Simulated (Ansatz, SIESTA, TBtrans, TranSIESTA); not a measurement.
# Zero-bias transmission through one to six layers of Ag in Rh(111) and of Mo in W(100), LDA with a DZP basis

A metal contact or multilayer often contains a few atomic layers of a second metal, and its resistance depends on whether each added layer counts or only the presence of the film. We calculate the transmission at the Fermi level for films of one to six layers in two hosts: Ag in Rh(111), where the metals have different bands at the Fermi level, and Mo in W(100), where they come from the same column of the periodic table. The transmission T is given per cell in units of G₀. It is measured against the unbroken host, which carries 1.78 channels per spin and cell for Rh and 1.35 for W. The film is ballistic, so no resistance from phonons or defects enters.

## Computational details

Junctions as built from tabulated lattice constants or chain spacings, not relaxed, films on the host's sites in the plane. SIESTA 5.4.2 with TranSIESTA and TBtrans: numerical atomic orbitals (energy shift 0.01 Ry), norm-conserving pseudopotentials (PseudoDojo), mesh cutoff 300 Ry, electronic temperature 300 K, broadening 0.0001 eV. Ag in Rh(111) (LDA, DZP): open boundaries, 1.78 lead channels a spin and cell, cell area 6.35 angstrom^2, 18x18 mesh across, plane spacings 2.21 angstrom in the leads, 2.51 angstrom at the interfaces, 2.81 angstrom inside the film; Mo in W(100) (LDA, DZP): open boundaries, 1.35 lead channels a spin and cell, cell area 10.11 angstrom^2, 16x16 mesh across, plane spacings 1.59 angstrom in the leads, 1.58 angstrom at the interfaces, 1.56 angstrom inside the film.

Notes on method and selection:

- Spin-orbit coupling is left out.
- Short atomic orbitals describe vacuum tails badly.
- Runs without spin polarisation may miss moments on d elements or radicals.
- Transmission resolved by wavevector across the current was computed and is not shown.
- The junctions are hypothetical model structures, built for this series.
- Runs whose transmission exceeds the number of channels of the lead are not listed.
- Runs that did not converge, have known faults, used another set of PAW files or may not be shown are not listed.

Columns:

- layers: atomic layers in the film.
- T at Fermi level (G₀): transmission at the Fermi level per cell, mean of the spins and of the mesh across the current, the zero-temperature conductance in G0 = 2e^2/h.
- share of perfect: T over the lead's channel count.
- RA (1e-15 Ω m²): resistance times area of the junction, area / (T G0), contact resistance included.

Input lines of one member:

```
NumberOfAtoms 15
XC.Functional LDA
XC.Authors PW92
PAO.BasisSize DZP
PAO.EnergyShift 0.01 Ry
PAO.SplitNorm 0.15
Mesh.Cutoff 300 Ry
ElectronicTemperature 300 K
Spin non-polarized
TS.SCF.DM.Tolerance 0.0001
TS.Contours.Eq.Pole 2.5 eV
SolutionMethod transiesta
TS.Voltage 0 eV
```

Command (options for logging and memory left out): `siesta DEV.fdf`

## Table of results

| member | layers | T at Fermi level (G₀), Ag in Rh(111) (LDA, DZP) | T at Fermi level (G₀), Mo in W(100) (LDA, DZP) | share of perfect, Ag in Rh(111) (LDA, DZP) | share of perfect, Mo in W(100) (LDA, DZP) | RA (1e-15 Ω m²), Ag in Rh(111) (LDA, DZP) | RA (1e-15 Ω m²), Mo in W(100) (LDA, DZP) |
| --- | --- | --- | --- | --- | --- | --- | --- |
| 1 | 1 | 0.7646 | 1.2973 | 0.430 | 0.960 | 1.07 | 1.01 |
| 2 | 2 | 0.5305 | 1.2501 | 0.299 | 0.925 | 1.55 | 1.04 |
| 3 | 3 | 0.5417 | 1.2106 | 0.305 | 0.896 | 1.51 | 1.08 |
| 4 | 4 | 0.5041 | 1.2005 | 0.284 | 0.889 | 1.63 | 1.09 |
| 5 | 5 | 0.5164 | 1.2065 | 0.291 | 0.893 | 1.59 | 1.08 |
| 6 | 6 | 0.4866 | 1.2329 | 0.274 | 0.913 | 1.68 | 1.06 |

## The trend and its physics

In Ag in Rh, T falls from 0.7646 at one layer to 0.5305 at two, and then stays between 0.4866 and 0.5417. In Mo in W it never leaves the range 1.2005 to 1.2973, at least 0.889 of the perfect host. Neither film behaves as an ohmic resistor, whose resistance would grow by equal steps.

For Ag in Rh we derive a two-parameter model.

1. The layers are flat and periodic, so an electron keeps its wavevector k∥ along the film. T per cell is then an average over k∥.

2. At the Fermi level Ag has one sp band, while Rh also has d bands. For free electrons, one per Ag atom, the density is n = 1/(6.35 × 2.81) = 0.056 Å⁻³ and the Fermi wavevector k_F, the cube root of 3π²n, is about 1.2 Å⁻¹. The film then has A k_F²/(4π) = 6.35 × 1.2²/(4π) ≈ 0.7 open channels per spin and cell, A being the cell area. This is well under the 1.78 that Rh supplies. It is probably somewhat too high, because free electrons feel no lattice potential. In Ag this potential opens a gap at the Fermi level for electrons travelling nearly straight across (111) layers. Waves with small k∥ then decay in the film too, although the model treats them as open.

3. Open channels cross a ballistic film without loss inside it. They are reflected only at the interfaces. If interference averages out over k∥, they contribute a constant P.

4. Where k∥ exceeds k_F, the wave decays in Ag at the rate κ = √(k∥² − k_F²), which runs from zero at the rim of the Fermi disc to about 1 Å⁻¹ at the zone corner. With κ = 0.5 Å⁻¹, near the middle of this range, each further layer multiplies this contribution by exp(−2 × 0.5 × 2.8) = 0.06. We therefore keep it, as E, for one layer only.

The result is T(1) = P + E, and T(N) = P for two or more layers.

The columns show the drop and the near-constancy after it. The division into open and decaying channels rests on the band argument, since the transmission resolved by k∥ is not shown.

## Testing the model

We fix the model on the Ag films with one and two layers:

P = T(2) = 0.5305

E = T(1) − T(2) = 0.7646 − 0.5305 = 0.2341

For the other four films the model gives T = P. Model minus table is then:

- three layers: 0.5305 − 0.5417 = −0.0112
- four layers: 0.5305 − 0.5041 = +0.0264
- five layers: 0.5305 − 0.5164 = +0.0141
- six layers: 0.5305 − 0.4866 = +0.0439

The average size of the miss is (0.011 + 0.026 + 0.014 + 0.044)/4 = 0.024. The mean of the whole series is (0.7646 + 0.5305 + 0.5417 + 0.5041 + 0.5164 + 0.4866)/6 = 0.557, and the same four films all lie below it, on average by (4 × 0.557 − 0.5417 − 0.5041 − 0.5164 − 0.4866)/4 = 0.045. The model therefore does better than the mean, but what it predicts is modest: that T stays near its two-layer value. The drop itself was put in through the first film.

The two parameters have reasonable sizes. With about 0.7 open channels in Ag, P corresponds to an average transmission of 0.53/0.7 = 0.76 through both interfaces together. If the gap at small k∥ closes some of these channels, the rest must transmit better than this. The remaining lead channels number about 1.78 − 0.7 = 1.1, and E means that a single layer passes 0.23/1.1 = 0.21 of them. Many of these channels probably lie inside the Fermi disc, which fills about 0.7 of the zone, at k∥ where Rh has more than one band; the model counts them with the decaying ones. Most of the loss in the thicker films thus comes from Rh electrons that find no matching state in Ag, and a smaller part from reflection of those that do.

## Outliers

Within Ag in Rh the model is too high for four, five and six layers, by up to 0.044. Step 4 is the likely weak point: close to the rim of the Fermi disc κ is small, and such waves survive several layers before they die out. Waves in the gap at small k∥, which step 2 counts as open, may also fade over several layers and add to the decline. The films with three and five layers also lie above their even neighbours, in part by only about 0.01. This may be k-mesh error or a remnant of the interference that step 3 averages out. In both series the electron density was converged on a coarser mesh across the current than the one used for the transmission, and no test with denser meshes is shown. Differences of about 0.01 should therefore not be read as resolved. E may contain some geometry too, because a single layer has no Ag–Ag spacing.

For Mo in W the model fails. Fixed on one and two layers, it misses the other four by (0.0395 + 0.0496 + 0.0436 + 0.0172)/4 = 0.037 on average, while their mean distance from the series mean is 0.020. T falls to a minimum at four or five layers and then rises again, which a constant P excludes. Here the neglect of interference in step 3 is the probable fault. Weak reflections from the two faces partly cancel in a very thin film, add up at some larger thickness, and cancel again beyond it. This has the right sign for both the fall and the recovery.

## What to take away

How much of the host's transmission survives depends mainly on which metals meet, and less on how many layers the film has: the share is 0.274 to 0.430 for Ag in Rh and 0.889 to 0.960 for Mo in W. The match of their bands is the likely reason, though the two series also differ in orientation and in the strain of the film. Ag in Rh loses most of the host's transmission, and after the second layer further Ag changes little. Mo in W keeps about nine tenths or more throughout.

Resistance times area, here in 1e-15 Ω m², gives a different picture. A single Ag layer in Rh has 1.07, no worse than some of the Mo films in W, which reach 1.09. With six Ag layers the value is 1.68. Each value includes the contact resistance of the unbroken host, which is 1.07 × 0.430 = 0.46 for Rh and 1.01 × 0.960 = 0.97 for W. Once this is subtracted, the Ag film contributes 1.07 − 0.46 = 0.61 at one layer and 1.68 − 0.46 = 1.22 at six, and the Mo film at most 1.09 − 0.97 = 0.12. The metals are then clearly apart, but the contribution of Ag still doubles with thickness, mostly through the second layer.

Two omitted effects may rival or exceed the variation with thickness. In Ag in Rh, misfit defects and mixing at the interfaces could change T by some tens of percent, against a spread of 0.5417 − 0.4866 = 0.0551 from two to six layers, about a tenth of T. The sign is open, because disorder scatters electrons back but also lets blocked ones into open Ag channels. In Mo in W, spin-orbit coupling is much stronger in W than in Mo. It should worsen the band match and lower T, perhaps by several percent, which is comparable to the whole spread of 1.2973 − 1.2005 = 0.0968.

[Logs are printed without paths, hosts, clocks, repeated set-up lines and the standing remarks that a program may print on its own settings, such as how far it seeks lower states.]
